The row labelled 3d3 2P, J = 1/2, at 11089 cm⁻¹ does not behave like 3d3. Its q is 829 cm⁻¹ and its field-shift factor −0.330 GHz/fm², while 3d3 4P1/2, under 500 cm⁻¹ higher, has 1564 and −0.668. Both responses are halved at once in this relativistic CI calculation of Ti+.

Ti+ levels from radial Dirac CI 1: relativistic CI with a closed [Ar] core, exchange-only KLI orbitals optimised for each configuration, zero-frequency Breit term, no QED terms, valence Slater integrals scaled by 0.85 and a P86 correlation estimate. q and the field-shift factor are derivatives of the excitation energy by (α/α0)² − 1 and by the mean square nuclear radius.

```
level configuration  level term     J  level excitation (cm⁻¹)  level q alpha (cm⁻¹)  level field shift factor (GHz/fm^2)
             3d2 4s          4F   5/2                     83.5                  81.0                            0.0007638
             3d2 4s          4F   7/2                    200.1                 194.5                             0.001845
             3d2 4s          4F   9/2                    348.7                 339.3                             0.003242
                3d3          4F   3/2                   1949.6                1562.9                              -0.7043
                3d3          4F   5/2                   2008.2                1619.8                              -0.7037
                3d3          4F   7/2                   2088.2                1696.9                              -0.7028
                3d3          4F   9/2                   2188.0                1792.0                              -0.7016
             3d2 4s          2F   5/2                   5957.5                 246.6                             -0.08540
             3d2 4s          2F   7/2                   6197.9                 482.8                             -0.08347
             3d2 4s          2D   3/2                   9635.2                 247.9                             -0.03838
             3d2 4s          2D   5/2                   9653.1                 252.5                             -0.03323
             3d2 4s          4P   1/2                  10595.0                  58.4                              0.03196
             3d2 4s          4P   3/2                  10644.3                 110.0                              0.03157
             3d2 4s          4P   5/2                  10726.4                 202.5                              0.03291
                3d3          2G   7/2                  10807.7                1339.8                              -0.5693
                3d3          2G   9/2                  10897.1                1418.7                              -0.5659
                3d3          2P   1/2                  11089.2                 828.9                              -0.3303
                3d3          2P   3/2                  11159.8                 914.0                              -0.3405
                3d3          4P   1/2                  11547.2                1564.3                              -0.6682
                3d3          4P   3/2                  11604.9                1608.0                              -0.6549
                3d3          4P   5/2                  11651.1                1672.9                              -0.6752
                3d3          2H   9/2                  14555.0                1543.9                              -0.6669
                3d3          2H  11/2                  14634.6                1620.3                              -0.6670
                3d3          2D   3/2                  16254.3                1313.1                              -0.5594
                3d3          2D   5/2                  16362.3                1430.6                              -0.5632
             3d2 4s          2G   9/2                  16403.1                 386.9                             -0.09611
             3d2 4s          2G   7/2                  16405.1                 381.2                             -0.09293
             3d2 4s          2P   1/2                  20247.5                1000.4                              -0.4007
             3d2 4s          2P   3/2                  20335.7                1090.6                              -0.3995
```

E is the excitation above the lowest level, 3d2 4s 4F3/2, and J the total angular momentum. The quantity q is dE/dx with x = (α/α0)² − 1, and F is the derivative of E by the mean square nuclear radius. F covers nuclear size only; in an element this light, mass shifts usually dominate an isotope shift. Three sizes organise the table. Moving an electron from 4s to 3d is worth about 1500 cm⁻¹ in q and −0.7 GHz/fm² in F. Fine structure adds roughly one unit of q per unit of E. Term gaps of 10⁴ cm⁻¹ that come from d-d repulsion add only about −50 to −100 cm⁻¹ and +0.03 GHz/fm². Gaps and couplings that involve the 4s orbital respond more strongly and with the opposite sign.

Up to 349 cm⁻¹: 3d2 4s 4F. These levels differ from the lowest only by spin-orbit energy, which is proportional to α². If E = E0(1 + x), then q = E0, and the steps give dq/dE = 0.97. F stays at a few thousandths because the orbital occupation is unchanged. The method can make the fine structure of d electrons too small or even invert it, and the differences of q inside a term are then wrong in the same way.

Around 2000 cm⁻¹: 3d3 4F. The 4s electron penetrates to the nucleus and is bound more tightly as α grows, while 3d is screened more and loosened, so the cost of 4s→3d rises and q is positive. A larger nucleus weakens the attraction on s electrons and raises the lowest level, which holds a 4s electron, so the gap shrinks and F is negative. This is standard physics. Within the term dq/dE runs from 0.97 to 0.95. The energy is much less secure than these signs: 4F3/2 comes out at 1950 cm⁻¹ against a measured value of roughly 900 (a rough recalled figure), so the relative sensitivity q/E of this row should not be taken from the table. The scale 0.85 was chosen on measured levels, and agreement of other energies would be no blind test.

The two 4F terms define a yardstick. For a level with share w of 3d3 and 1 − w of 3d2 4s, the derivative of the eigenvalue is the weighted mean of the derivatives of the two configurations, provided the coupling itself responds little, a condition that the 2P terms turn out to violate. Averaging each term with weights 2J + 1 removes first-order fine structure. With the 4F means as the only anchors and nothing fitted:

w = (F − 0.0018) / (−0.7046 GHz/fm²)

q(predicted) = 194.1 + 1501.1 w  (cm⁻¹)

For the lower 2P term, which is not an anchor, the mean F is (2 × −0.3303 + 4 × −0.3405)/6 = −0.3371, so w = 0.481 and the predicted q is 194.1 + 722.0 = 916 cm⁻¹. The computed mean is 886, lower by about 3 % of the prediction. Over all twelve terms the shares from F and from q differ by at most 0.022, as the output below lists. This fits a single ingredient controlling the term means in both columns. It does not prove that the ingredient is 3d3: w is an apparent share. Any admixture that removes 4s character moves q and F the same way, and so does any integral that contains the 4s orbital, such as 3d-4s exchange or the coupling between the two configurations.

Which terms may mix follows from a selection rule. The Coulomb interaction links 3d3 to 3d2 4s by turning a dd pair into a ds pair. A ds pair has L = 2, and two equivalent d electrons have L = 2 only as the singlet 1D. In a quartet every pair is a triplet, so 4F and 4P cannot mix this way, and 2H has no partner in 3d2 4s because 3d2 reaches only L = 4. The protection holds between these two configurations only: the run also includes 3d2 4d, which has 4F, 4P and 2H terms, and 3d2 5s, which has 4F and 4P. Breaks are expected in 2P, 2D, 2F and 2G, and the six terms that exceed the scatter of the protected ones in both q and F are all of these kinds. The test misses 3d2 4s 2D, which is clearly mixed although q and F agree on a small share, so a small w does not show that a term is pure.

From 6000 to 10700 cm⁻¹. The first break is 3d2 4s 2F with w ≈ 0.12. Mixing with the 2F term of 3d3 is allowed but cannot supply much of this. The Racah relations put that term at 2H plus the 4P−4F gap, about 18000 cm⁻¹ higher, and a true share of 0.12 would need a coupling near 5900 cm⁻¹, more than the 2P coupling found below although the angular factor of 2F is smaller. The likelier source is exchange. The 5895 cm⁻¹ between 2F and 4F is the 3d-4s exchange energy, which grows when 4s contracts towards 3d (larger α) and shrinks when it expands (larger nucleus). The excess of 187.5 cm⁻¹ in q needs a response of only 3 % per unit x. The 4P term goes the other way, w(F) = −0.043. No mixture has a negative share, so this is a drift of the yardstick, several hundred times the rounding. 3d3 4P and 2H show the same sign, with w(F) near 0.95. A plausible but untested cause is breathing of the 3d orbital: a larger nucleus loosens the s shells, 3d is screened less and contracts, Slater integrals grow as 1/r and the spin-orbit constant as 1/r³. F per cm⁻¹ should then be three times larger for fine structure than for term gaps. The ratios are 3.2 and 3.0 for the 4P terms (the second, for 3d3, is affected by a spin-orbit admixture of 2P described below) but 4.0 for 2H, and the corresponding ratios in q are 4.5 to 6, so the argument gets the signs and not all the sizes. For 3d2 4s 2D the apparent share misleads. Its w is only 0.04 to 0.05, about the size of the scatter, yet the computed state holds about 16–17 % 3d3 2D, more than the 11 % admixture in 2G. The mixing is substantial and w hides it. Two causes are likely, though not separated here. This is the lower partner, and a coupling that grows with α pushes it down, which lowers q and makes F less negative, as for the lower 2P term below. Any admixture of 3d 4s2, with its second 4s electron, also counts as a negative share.

From 10800 to 11700 cm⁻¹. 3d3 2G has w ≈ 0.80 and its partner at 16400 cm⁻¹ about 0.13. The shares sum to 0.92 from q and 0.945 from F, close to the 0.93 and 0.91 of the protected 4P pair, so 2G is consistent with a closed pair plus drift. The energies suggest weaker mixing than w does: pure d³ 2G lies a third of the 4P−4F gap below 2H, at 11421 cm⁻¹, so the term is pushed down by 564 of the 5547 cm⁻¹ gap and is about 0.90 3d3. The 2P term has an apparent share near one half. It also disturbs 3d3 4P: the Landé rule requires equal intervals per upper J, as 3d2 4s 4P has (32.9 and 32.8 cm⁻¹), but here they are 38.5 and 18.5. Spin-orbit coupling mixes levels of equal J, and 2P3/2 lies 445 cm⁻¹ below 4P3/2. The signs fit such an exchange of character: F of 4P3/2 is 0.013 less negative than that of 4P1/2, and F of 2P3/2 is 0.010 more negative than that of 2P1/2. The size fits roughly as well: that change in F is an admixture of about 0.04, which over 445 cm⁻¹ pushes 4P3/2 up by about 18 cm⁻¹, and restoring the Landé rule needs 18.7. The order of the terms in this stretch is not secure, so the size of this effect could change.

From 14500 to 16400 cm⁻¹. 2H is protected, and its single fine-structure step has dq/dE = 0.96. 3d3 2D has w ≈ 0.80, but d³ has two 2D terms and 3d 4s2 supplies another, so a pair sum tests nothing there. The 2D and 2G terms of 3d2 4s come from singlet parents with no first-order spin-orbit splitting, hence intervals of only 17.9 and −2.0 cm⁻¹ and dq/dE far from 1; the sign of the latter carries no meaning.

At 20300 cm⁻¹: the other 2P. Labelled 3d2 4s, it has w ≈ 0.57, more than the 0.46 to 0.48 of the term labelled 3d3. This does not mean that the labels are reversed. In pure d³, 2P is degenerate with 2H, and mixing conserves the sum of the two energies, so the unmixed 3d2 4s 2P lies at 11136.3 + 20306.3 − 14598.4 = 16844 cm⁻¹. An independent estimate, 4P plus the exchange gap 2F − 4F, gives 16572. The same two routes give q = 360.5 and 335.2 cm⁻¹. The shares therefore sum to 1.04 and 1.05, more than 0.1 above the 4P pair, mainly because this doublet carries the same exchange response as 2F, and two states describe the pair well. For two states with unmixed gap δ and coupling V the splitting is

Δ = √(δ² + 4V²)

With δ ≈ 2200 cm⁻¹ and Δ = 9170 cm⁻¹, V is about 4400 cm⁻¹, the splitting is mostly repulsion, and the lower term is about 0.62 3d3, as its label says. The smaller unmixed gap in the output comes from taking w at face value. Weighted means would give q near 1110 and 810 cm⁻¹, whereas the lower term is 225 below and the upper 250 above. Nearly equal and opposite shifts are what a coupling that grows with α produces, and V contains the 4s orbital. These relations neglect the shifts from 3d2 4d, so the shares are approximate. The run itself holds only eight configurations, so lower levels can be missing and the effect of configurations left out is untested. Configurations can be misplaced here by up to about 10000 cm⁻¹, and overlaps between their orbital sets are neglected. An error in δ as large as V would move w by about two tenths and q by hundreds of cm⁻¹, while the quartets and 2H, protected from Coulomb mixing between 3d3 and 3d2 4s, would keep their character apart from small spin-orbit admixtures.

Printed output of the fit:

```
4F(3d3)-4F(3d2 4s), (2J+1) means: dq 1501.1 cm-1, dF -0.7046 GHz/fm2
rounding: E, q 0.05 cm-1; F up to 0.00005 GHz/fm2; share w about 0.0001
scatter of unmixed terms (4P, 4P, 2H) from label: w(q) 0.073, w(F) 0.051
term | E, q [cm-1] | F [GHz/fm2] | w(q) w(F) | q - q from w(F) [cm-1] | beyond scatter
3d2 4s 4F    199.6   194.1   0.0018  0.000 -0.000    0.0 no
3d3    4F   2086.9  1695.2  -0.7028  1.000  1.000    0.0 no
3d2 4s 2F   6094.9   381.6  -0.0843  0.125  0.122    3.9 yes
3d2 4s 2D   9645.9   250.7  -0.0353  0.038  0.053  -22.6 no
3d2 4s 4P  10677.1   147.7   0.0323 -0.031 -0.043   18.4 no
3d3    2G  10857.4  1383.6  -0.5674  0.792  0.808  -23.2 yes
3d3    2P  11136.3   885.6  -0.3371  0.461  0.481  -30.5 yes
3d3    4P  11618.4  1633.2  -0.6673  0.959  0.950   13.6 no
3d3    2H  14598.4  1585.6  -0.6670  0.927  0.949  -33.3 no
3d3    2D  16319.1  1383.6  -0.5617  0.792  0.800  -11.0 yes
3d2 4s 2G  16404.0   384.4  -0.0947  0.127  0.137  -15.4 yes
3d2 4s 2P  20306.3  1060.5  -0.3999  0.577  0.570   10.6 yes
beyond scatter in q and F: 6 of 12 terms; largest |w(q)-w(F)| 0.022 at 3d3 2H
partner sums of w (1 for a closed pair; second 3d3 2D and 3d3 2F not in table)
4P: q 0.928, F 0.906, gap 941 cm-1
2G: q 0.919, F 0.945, gap 5547 cm-1; two-state: mixing 0.16, coupling ~2100, unmixed gap ~3700 cm-1
2P: q 1.038, F 1.051, gap 9170 cm-1; two-state: mixing 0.54, coupling ~4600, unmixed gap ~800 cm-1
2D: q 0.830, F 0.852, gap 6673 cm-1
J steps upward: dE [cm-1] / dE per upper J / dq:dE / dF [0.001 GHz/fm2]
3d2 4s 4F 83.5/33.4/0.97/0.8; 116.6/33.3/0.97/1.1; 148.6/33.0/0.97/1.4
3d3    4F 58.6/23.4/0.97/0.6; 80.0/22.9/0.96/0.9; 99.8/22.2/0.95/1.2
3d2 4s 2F 240.4/68.7/0.98/1.9
3d2 4s 2D 17.9/7.2/0.26/5.1
3d2 4s 4P 49.3/32.9/1.05/-0.4; 82.1/32.8/1.13/1.3
3d3    2G 89.4/19.9/0.88/3.4
3d3    2P 70.6/47.1/1.21/-10.2
3d3    4P 57.7/38.5/0.76/13.3; 46.2/18.5/1.40/-20.3
3d3    2H 79.6/14.5/0.96/-0.1
3d3    2D 108.0/43.2/1.09/-3.8
3d2 4s 2G -2.0/-0.4/-2.85/-3.2
3d2 4s 2P 88.2/58.8/1.02/1.2
dq:dE rounding about 0.1/|dE|; 4F steps span 0.953 to 0.974
gap 4P3/2 - 2P3/2 (3d3 labels): 445.1 cm-1
drift against own 4F: dF/dE [1e-6 GHz/fm2 per cm-1], dq/dE; same inside 4F; ratios
3d2 4s 4P: 2.91, -0.0044; inside 4F 9.30, dq/dE-1 -0.0270; ratio F 3.2, ratio q 6.1
3d3    4P: 3.73, -0.0065; inside 4F 11.33, dq/dE-1 -0.0390; ratio F 3.0, ratio q 6.0
3d3    2H: 2.86, -0.0088; inside 4F 11.33, dq/dE-1 -0.0390; ratio F 4.0, ratio q 4.5
```
